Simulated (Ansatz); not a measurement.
**AlCl3 (aluminium trichloride (monomer)): the energy, rung by rung**

The species is AlCl3 (4 atoms), meant as a singlet with charge 0. As SMILES, `Cl[Al](Cl)Cl`. The shape was relaxed beforehand at PBE0/def2-SVP.

Each level gives the adiabatic ionisation energy (to the doublet cation, shapes relaxed at PBE0/def2-SVP, no zero-point term) (eV). The values are calculated.

```json
{"level": "HF/def2-TZVP", "kind": "Hartree–Fock", "program": "Ansatz", "value (eV)": "11.02"}
{"level": "SVWN5/def2-TZVP", "kind": "LDA", "program": "Ansatz", "value (eV)": "11.06"}
{"level": "BLYP/def2-TZVP", "kind": "GGA", "program": "Ansatz", "value (eV)": "10.77"}
{"level": "PBE/def2-TZVP", "kind": "GGA", "program": "Ansatz", "value (eV)": "10.90"}
{"level": "r2SCAN/def2-TZVP", "kind": "meta-GGA", "program": "Ansatz", "value (eV)": "11.14"}
{"level": "B3LYP/def2-TZVP", "kind": "global hybrid", "program": "Ansatz", "value (eV)": "11.20"}
{"level": "CAM-B3LYP/def2-TZVP", "kind": "range-separated hybrid", "program": "Ansatz", "value (eV)": "11.41"}
{"level": "B2PLYP/def2-TZVP", "kind": "double hybrid", "program": "Ansatz", "value (eV)": "11.30"}
{"level": "RPA@PBE/def2-TZVP", "kind": "RPA", "program": "Ansatz", "value (eV)": "11.29"}
{"level": "MP2/def2-TZVP", "kind": "perturbation theory", "program": "Ansatz", "value (eV)": "11.56"}
```

The values span 10.77 to 11.56 eV.

Removing an electron from monomeric AlCl3 costs roughly as much as ionising a chlorine lone pair, and the chemistry explains why. Aluminium is formally in the +3 state with its valence shell emptied, so the highest occupied levels are essentially Cl 3p in character, lying in the molecular plane and largely non-bonding. The electron is therefore lost from the ligands rather than the metal, and the electronegativity of chlorine keeps the energy high.

The ordering does not follow the share of exact exchange alone: the value rises from BLYP (10.77 eV) through B3LYP to CAM-B3LYP (11.41 eV), yet Hartree–Fock gives only 11.02 eV. MP2 lies well above Hartree–Fock, probably because the neutral molecule has more correlation energy to lose than the cation. The close match of B2PLYP and RPA supports a value in the upper part of the range, but does not establish convergence. These adiabatic energies alone do not show whether the hole in the relaxed cation is shared among the chlorines or concentrated on fewer of them.
